## Sliding a slab of Bi4Te3 over its neighbour

Bi4Te3 is built of slabs of Bi2Te3, five atomic planes thick, alternating with double planes of bismuth. Each repeat of this pattern has two wide gaps, and in both a plane of Te faces a plane of Bi. The table follows a rigid slide along one of them. The slip is counted as a fraction of a vector 7.69 Å long, after which the stacking is perfect again. The fault energy is the cost of the displaced stacking per area of the plane, and the shear traction is the slope of that energy along the slip.

Rigid, unrelaxed slip of Bi4Te3 (R-3m, hexagonal a = 4.438, c = 41.507 Å) along a (001) plane between Te and Bi, one fault per 7-atom cell; the slip vector is the sum of the in-plane cell vectors, 60° apart. Ansatz 0.2.0 was used with PBEsol, scalar-relativistic plane-wave PAW, no spin polarisation, a 420 eV cutoff, a Γ-centred 9×9×3 k mesh and 0.03 eV Gaussian smearing.

| slip (fraction of the slip vector) | fault energy (mJ/m²) | shear traction (GPa (slope of the fault energy along the slip)) | gap on mesh (eV) |
| --- | --- | --- | --- |
| 0 | 0 | -0.02 | 0.040 |
| 0.0833 | 144.9 | 5.15 | 0.068 |
| 0.1667 | 722.1 | 13.03 | 0.000 |
| 0.2500 | 1695 | 15.02 | 0.000 |
| 0.3333 | 2258 | 0.01 | 0.000 |
| 0.4167 | 1706 | -14.55 | 0.000 |
| 0.5000 | 794.6 | -11.64 | 0.022 |
| 0.5833 | 317.4 | -3.67 | 0.027 |
| 0.6667 | 225.3 | 0.03 | 0.105 |
| 0.7500 | 240.6 | 0.01 | 0.107 |
| 0.8333 | 195.6 | -1.46 | 0.197 |
| 0.9167 | 74.7 | -1.98 | 0.251 |

### 1. Which stacking costs most, and why?

The row at slip 0.3333, with 2258 mJ/m². In the perfect stacking each Te atom at the gap sits in a hollow between three Bi atoms of the facing plane, each 3.52 Å away. At slip 0.3333 it sits straight above one Bi atom, and the distance equals the spacing of the planes, only 2.41 Å. The shortest Bi–Te bond in the undisturbed crystal measures 3.08 Å.

Atoms pressed so close repel each other because their filled shells overlap and the Pauli principle forces electrons into states of higher energy. Overlap falls off roughly exponentially with distance, so even a modest increase in the distance brings large relief. The same reasoning usually applies when two close-packed planes slide rigidly: hollows are cheap and on-top positions are dear.

### 2. Is the cost the same on both sides of the peak?

If only the two facing planes mattered, it would be. Each is a simple triangular net, and a half turn about the on-top position exchanges a slip on one side of the peak for an equal slip on the other. The slips 0.1667 and 0.5 form such a pair, with identical distances between the facing atoms. Yet their energies are 722.1 and 794.6 mJ/m².

The difference of 72.5 mJ/m² must therefore involve the planes behind the facing ones. The clearest case is the row at 0.6667, the mirror partner of the perfect crystal. There Te lies in a hollow again, at the same 3.52 Å from three Bi atoms, but the stacking costs 225.3 mJ/m².

### 3. What is wrong with the second hollow?

Label the three possible sideways positions of a plane A, B and C. The perfect crystal runs ABCABC throughout, across the gap as well. In the second hollow the order at the gap becomes AB|AB, so that each atom of a facing plane has an atom of the next-but-one plane, across the gap, directly in line with it.

Chemistry suggests why this costs energy. Bi and Te bind mainly through p orbitals, which point along three perpendicular axes and favour six neighbours in an octahedron, with bonds running straight through each atom. In the second hollow the three neighbours across the gap are turned relative to the three within the slab, and the straight chains break at the fault. Atoms brought into line across the gap may also repel each other. The table gives only the sum, so the shares of these two effects remain open.

### 4. Can the influence of the deeper planes be predicted?

Its shape can. The sideways pattern of an atomic plane can be written as a sum of waves, and the influence of a fine wave dies out faster with distance than that of a coarse one. Planes further from the gap should thus be felt mainly through the three longest waves of the triangular net. Along this slip two of them repeat once per slip vector and the third repeats twice.

Let $u$ be the slip measured from the peak, and $D(u)$ the energy at $+u$ less that at $-u$. Since $D$ changes sign with $u$, only sines can enter, and the threefold symmetry of the planes gives the three waves equal weight:

$$D(u)=D_0\,\frac{2\sin 2\pi u-\sin 4\pi u}{3\sqrt3/2}.$$

The denominator makes $D=D_0$ at $u=1/3$, the second hollow, so $D_0$ is 225.3 mJ/m². For the pair at 0.5 and 0.1667, $u=1/6$ and both sines equal $\sqrt3/2$. The fraction is then $(\sqrt3/2)/(3\sqrt3/2)=1/3$, and the estimate is $225.3/3=75.1$ mJ/m².

The calculation gave 72.5 mJ/m² for this pair, which played no part in setting $D_0$. The other three pairs agree with the formula to within about 4 mJ/m². This supports a smooth influence from behind the facing planes, though it does not identify the chemistry that produces it.

### 5. Would a simple sine curve describe the whole slide?

Poorly. The Frenkel picture of slip takes the energy as a plain wave; for a triangular net this means the same three longest waves, now used for the total energy. With two constants fitted by least squares to all twelve rows, the typical (root-mean-square) error is 109 mJ/m², and the peak comes out 204 mJ/m² too low. The facing atoms are too close for so smooth a curve.

A better description adds two parts: a repulsion that decays exponentially with the distance from a Te atom to its three nearest Bi atoms across the gap, and the smooth term of question 4. Its three constants, fitted to the same rows, leave a typical error of 2.4 mJ/m². The worst row is 0.9167, where the model is about 6 mJ/m² too high. Good agreement does not make the exponential pure repulsion, since it also absorbs changes in bonding between the facing planes.

### 6. Which way would the slab slip, and how hard must one push?

Backwards. Read from the bottom of the table upwards, the slide leaves the perfect crystal, crosses a low hump near 0.75 and reaches the second hollow. The hump, at 240.6 mJ/m², is lower than the peak by a factor of 9.4, because the Te atom passes between two Bi atoms instead of over one. A second step of the same kind, turned by 60°, leads from there to a perfect stacking again. By symmetry, the slab can thus move by a whole lattice vector without ever climbing the peak, just as slip on close-packed planes of many metals splits into two partial steps.

The ideal shear strength is the steepest slope on the way. On the easy side the largest tabulated value is about 2 GPa; on the hard side it is 15.02 GPa. The true maximum on the hard side is slightly higher, because the energy rises between slips 0.1667 and 0.25 with a mean slope of 15.19 GPa, and a curve must somewhere be at least as steep as its mean. These values hold for a whole plane moving at once; real crystals usually yield at far lower stress, through dislocations.

### 7. What would change if the gap could open?

Every faulted stacking could lower its energy, since the slabs were held at the spacing that suits the perfect one. The strain shows in the stress normal to the planes, averaged over the cell: it is practically zero in the perfect crystal, 1.34 GPa in the second hollow and 14.25 GPa at the peak. The on-top stacking therefore has the strongest push to open the gap, and probably the most to gain.

The factor of 9.4 between peak and hump would then probably shrink. By how much is not known, because no row was relaxed. The preference for the hollow-to-hollow route is the safer result. Within this method, the tabulated peak is an upper bound on the height that would remain once the gap had opened.

### 8. Which digits can be trusted?

For the slopes, symmetry offers a test. The traction must vanish at slips 0, 0.3333 and 0.6667, yet the table has values of up to 0.03 GPa there, so the second decimal carries no weight. For the energies, smearing the electron occupations matters by less than 1 mJ/m². Several other influences on the energies were not tested. Neighbouring faults, one in every cell, may affect each other. The PAW datasets were made for the functional PBE and not for PBEsol; PBEsol lacks long-range dispersion, which helps to hold layers together across a gap; and the calculation leaves out spin–orbit coupling, which alters the p bonding of heavy atoms. The delicate figure is the depth of the valley at 0.6667: it lies only 15.3 mJ/m² below the row at 0.75, and whether a finer k mesh would preserve that depth was not tested.

The gap on mesh deserves the least trust. Spin–orbit coupling, strong in both Bi and Te, is absent and can reorder the band edges, and the mesh may miss those edges altogether. Moreover, the fault repeats in every cell, so the 0.251 eV at slip 0.9167 belongs to a restacked crystal and not to a single fault in Bi4Te3. Whether the perfect crystal is a semiconductor cannot be decided from its 0.040 eV.
